## What is being estimated

The isomer energy is the total electronic energy of the second structure of the cation Ge₅H₇⁺ minus that of the first. A negative value means that the second structure is the more stable one. The outputs show that each structure was optimised once, with r2SCAN-D4 in a smaller basis. Every method in the table then computed the energies at these same two geometries, so the rows differ in the treatment of the electrons and not in the shape of the cluster.

Electronic energy of the second Ge₅H₇⁺ isomer minus that of the first (charge +1, singlet), computed with Ansatz 0.2.0 and tblite 0.8.0 at the levels listed, on r2SCAN-D4/def2-SVP geometries. MP2 uses a restricted HF reference and frozen inner cores; the xTB methods use an electronic temperature of 300 K.

| result level | result isomer energy (kJ/mol) |
| --- | --- |
| GFN1-xTB | 1.00 |
| GFN2-xTB | 16.80 |
| HF/def2-TZVP | -103.90 |
| PBE-D4/def2-TZVP | -19.80 |
| r2SCAN-D4/def2-TZVP | -33.60 |
| B97M-V/def2-TZVP | -39.80 |
| r2SCANh-D4/def2-TZVP | -38.50 |
| PBE0-D4/def2-TZVP | -38.60 |
| MP2/def2-TZVP | -44.50 |

## Two structures, two kinds of bonding

The first isomer is compact: its germanium atoms form fused rings, and one hydrogen atom bridges two of them. The second is more open, a four-membered ring with a GeH group attached, and each of its hydrogens sits on a single germanium. A bridging hydrogen shares one electron pair among three atoms. Because the two isomers are bonded differently, an error in describing shared electrons need not cancel in their difference.

Hartree-Fock (HF) theory is one limiting case. It treats exchange exactly and leaves out electron correlation, and it favours the open isomer by 104 kJ/mol. The other limit is a functional such as PBE, which approximates exchange from the local density and its gradient; it favours the same isomer by only 20 kJ/mol. A hybrid functional replaces part of the approximate exchange by exact exchange, so its result should move from its parent functional towards HF. Both hybrids in the table do so.

Theory offers a reason for the direction. Approximate exchange does not exactly cancel each electron's repulsion with itself, and the remaining error tends to favour electrons spread over several atoms, so shared bonds can come out too stable. Exact exchange reduces this bonus, which would hurt the compact isomer more. The table shows the shift, but this explanation of it is untested here.

## The rule

Move from the parent functional towards HF by the fraction of exact exchange. With $E_0$ for the isomer energy of the parent, $E_\mathrm{HF}$ for that of HF and $a$ for the fraction, the estimate is

$$E(a) \approx E_0 + a\,(E_\mathrm{HF} - E_0).$$

The derivation takes two steps. If the orbitals hardly change, swapping a fraction $a$ of the exchange shifts the energy by $a$ times the difference between exact and approximate exchange. That difference is then replaced by the gap between HF and the parent, for which the two end values are enough. The gap is not quite the same thing, because HF also drops the parent's correlation and its dispersion correction. If these two terms together contribute $C$ to the isomer energy, the estimate is wrong by about $-aC$, which is small when $a$ is small.

## Two rows worked

PBE0 is PBE with a quarter of exact exchange. The gap from PBE to HF is $-103.9 - (-19.8) = -84.1$ kJ/mol, and a quarter of it is about $-21$. Added to $-19.8$, this gives $-41$ kJ/mol, while the full calculation gives $-38.6$.

r2SCANh is r2SCAN with a tenth of exact exchange. The gap is now $-103.9 - (-33.6) = -70.3$ kJ/mol, and a tenth of it is about $-7$. The estimate is again $-41$ kJ/mol, against a computed $-38.5$.

The two hybrids agree almost perfectly, and the rule shows why this should not be read as convergence. PBE starts further from HF but takes the larger step, while r2SCAN starts closer and takes a smaller one. They meet because the differences in starting point and step happen to compensate.

## How good it is

Both estimates lie about 2 kJ/mol below the computed values. Neither hybrid value entered its own estimate. The mixing of exchange is built into both hybrids, however, so what these two cases test is only whether $C$ and the change of the orbitals have a small effect when taken together. Simply reusing the parent's value would be wrong by 19 kJ/mol for PBE0 and by 5 for r2SCANh.

The common direction of the two misses fits the derivation. It is what would follow if correlation and dispersion favour the compact isomer, so that $C$ is positive. MP2, which adds correlation to HF, moves the isomer energy by 59 kJ/mol in just that direction. A plausible reason is that a compact framework brings more electron pairs close together, where correlation lowers the energy most. MP2 supports only the sign of $C$, however, and not its size: a $C$ of 59 kJ/mol would put the PBE0 estimate about 15 kJ/mol too low instead of 2. The two need not agree, since approximate exchange can already imitate part of what MP2 counts as correlation. The misses do not settle the size either. With the same $C$ for both parents, PBE0 should miss by two and a half times as much as r2SCANh, yet the two misses are nearly equal. Either $C$ differs between the parents, or the change of the orbitals matters too.

## When the parent is unknown

A coarser version starts from the average of the three functionals without exact exchange, $-31$ kJ/mol, and subtracts about 7 kJ/mol for each ten per cent of exact exchange. Over the five density functionals its typical (rms) error is 8 kJ/mol, although three of them supplied the average. For PBE0 it is off by 11 kJ/mol, mostly because PBE itself lies that far from the average. The three functionals without exact exchange differ among themselves by 20 kJ/mol, about as much as PBE and PBE0 do, so the choice of parent matters as much as the fraction of exact exchange. One of them, B97M-V, even lands close to the two hybrids. The printed output that follows lists this coarser estimate for every row.

## Where the rule stops

The rule works from the two ends inwards, not from a hybrid outwards. Extending the line from PBE through PBE0 to full exact exchange misses HF by 9 kJ/mol, and the line through r2SCAN and r2SCANh misses it by 21. Dividing by a small fraction magnifies the very error that multiplying by it had kept small.

The HF end also carries a doubt of its own. For the first isomer, the HF solution with paired spins is unstable, so a lower one with broken spin symmetry exists. Using it would make the HF value less negative if the second isomer stayed as it is, but the same stability test was undecided for that isomer. Only a quarter of any such change reaches the PBE0 estimate, yet a shift of 10 kJ/mol in HF would still move it by 2.5, about as much as its present miss. The density-functional solutions of both isomers are reported as minima as long as the spins stay paired. The outputs show no test of them against broken spin symmetry, however, which is where HF fails, so lower solutions of that kind are not ruled out for the parents and hybrids either.

MP2 lies outside the rule because it keeps all of the exact exchange and adds correlation on top. Its $-44.5$ kJ/mol is close to the hybrids, but it is no benchmark: it builds on that same unstable HF solution, and it correlates the germanium 3d electrons without the basis functions meant for them.

The two tight-binding methods, GFN1-xTB and GFN2-xTB, are outside as well, being parametrised models with no exact exchange to vary. They alone favour the compact isomer. For GFN1-xTB the preference is a mere 1 kJ/mol at geometries that are not its own minima, so even its sign is insecure.

For another pair of isomers, the first thing to ask is on which side of the parent functional HF lies. If the gap is large compared with $C$, that gives the direction in which a hybrid should move, and the fraction of exact exchange gives the approximate size of the step. If the gap is small, even the direction is uncertain.

Numerical output:

```
PBE0 estimated from PBE and HF, kJ/mol: -40.83
PBE0 estimate less computed value, kJ/mol: -2.225
r2SCANh estimated from r2SCAN and HF, kJ/mol: -40.63
r2SCANh estimate less computed value, kJ/mol: -2.13
Rival (hybrid equals parent), miss for PBE0, kJ/mol: 18.8
Rival (hybrid equals parent), miss for r2SCANh, kJ/mol: 4.9
HF guessed backwards from PBE and PBE0, kJ/mol: -95
Backward guess from the PBE pair less computed HF, kJ/mol: 8.9
HF guessed backwards from r2SCAN and r2SCANh, kJ/mol: -82.6
Backward guess from the r2SCAN pair less computed HF, kJ/mol: 21.3
Change of the PBE0 estimate if HF moves by 10 kJ/mol, kJ/mol: 2.5
Mean of the three functionals without exact exchange, kJ/mol: -31.07
Spread of these three functionals, kJ/mol: 20
Slope of the coarse rule per 10 percent exact exchange, kJ/mol: -7.283
Coarse rule on all rows:
                   row  exchange fraction  estimate kJ/mol  computed kJ/mol  miss kJ/mol
              GFN1-xTB                  0           -31.07                1       -32.07
              GFN2-xTB                  0           -31.07             16.8       -47.87
          HF/def2-TZVP                  1           -103.9           -103.9            0
      PBE-D4/def2-TZVP                  0           -31.07            -19.8       -11.27
   r2SCAN-D4/def2-TZVP                  0           -31.07            -33.6        2.533
      B97M-V/def2-TZVP                  0           -31.07            -39.8        8.733
  r2SCANh-D4/def2-TZVP                0.1           -38.35            -38.5         0.15
     PBE0-D4/def2-TZVP               0.25           -49.28            -38.6       -10.68
         MP2/def2-TZVP                  1           -103.9            -44.5        -59.4
Coarse rule, rms miss over the five density functionals, kJ/mol: 8.045
MP2 less HF (correlation part of the isomer energy), kJ/mol: 59.4
Same-spin part of it, kJ/mol: 23.69
Opposite-spin part of it, kJ/mol: 35.7
```
